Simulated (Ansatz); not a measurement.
ScAl: the change of energy above lowest point with volume scale

Results calculated with Ansatz 0.2.0, not measured. Free energy against uniform scaling of the volume at fixed shape and fractions; periodic cell, basis, potentials, k mesh and filling as listed.

The cell before it is scaled or strained (space group Pm-3m, No. 221):
```
CELL_PARAMETERS angstrom
3.38150 0.00000 0.00000
0.00000 3.38150 0.00000
0.00000 0.00000 3.38150
ATOMIC_POSITIONS crystal
Sc 0.50000 0.50000 0.50000
Al 0.00000 0.00000 0.00000
```

Settings of every row: functional PBEsol; dispersion none; potentials PAW; wave cutoff 500 eV; density cutoff 2000 eV; k mesh 9x9x9; k shift 0x0x0; occupations fermi dirac; smearing width 0.1 eV; spin none.

Limits: coarse k mesh, up to 40 meV an atom off; the cell comes from a prototype or a list of computed structures and needn't be the stable phase.

```csv
row,volume scale,V (Å³/atom),energy above lowest point (meV/atom)
1,0.9406,18.185,4
2,0.9703,18.759,0
3,1,19.333,4.7
4,1.0297,19.907,?
5,1.0594,20.481,35.4
```

Question: what energy above lowest point should row 4 give?

Worked fit of energy above lowest point. Take u = (V_r/V)^(2/3) − 1 with V_r = 19.046 Å³ an atom, which is twice the finite (Eulerian) strain; such expansions in the strain, on which the Birch-Murnaghan equation of state is built, carry the rest volume and the bulk modulus. The shown rows have u = 0.03132, 0.01017, -0.00992, -0.04727. Least squares give energy above lowest point = 1.35 − 236.2 × u + 10245 × u² meV/atom; a straight line predicts inner rows, each left out in turn, worse (root mean square 9.9 against 0.0078 meV/atom). All shown rows lie on it to the printed digit. Its lowest point lies at u = 0.0115, or V = 18.72 Å³ an atom, and the curvature there gives the bulk modulus at fixed shape and fractions, B = (4/9)(1 + u)² E″(u)/V = 79.7 GPa. The withheld row has u = -0.02905, so the fit gives 1.35 − 236.2 × (-0.02905) + 10245 × (-0.02905)² = 16.9 meV/atom.

The calculation gave 16.9 meV/atom. The fit meets it to the printed digit.
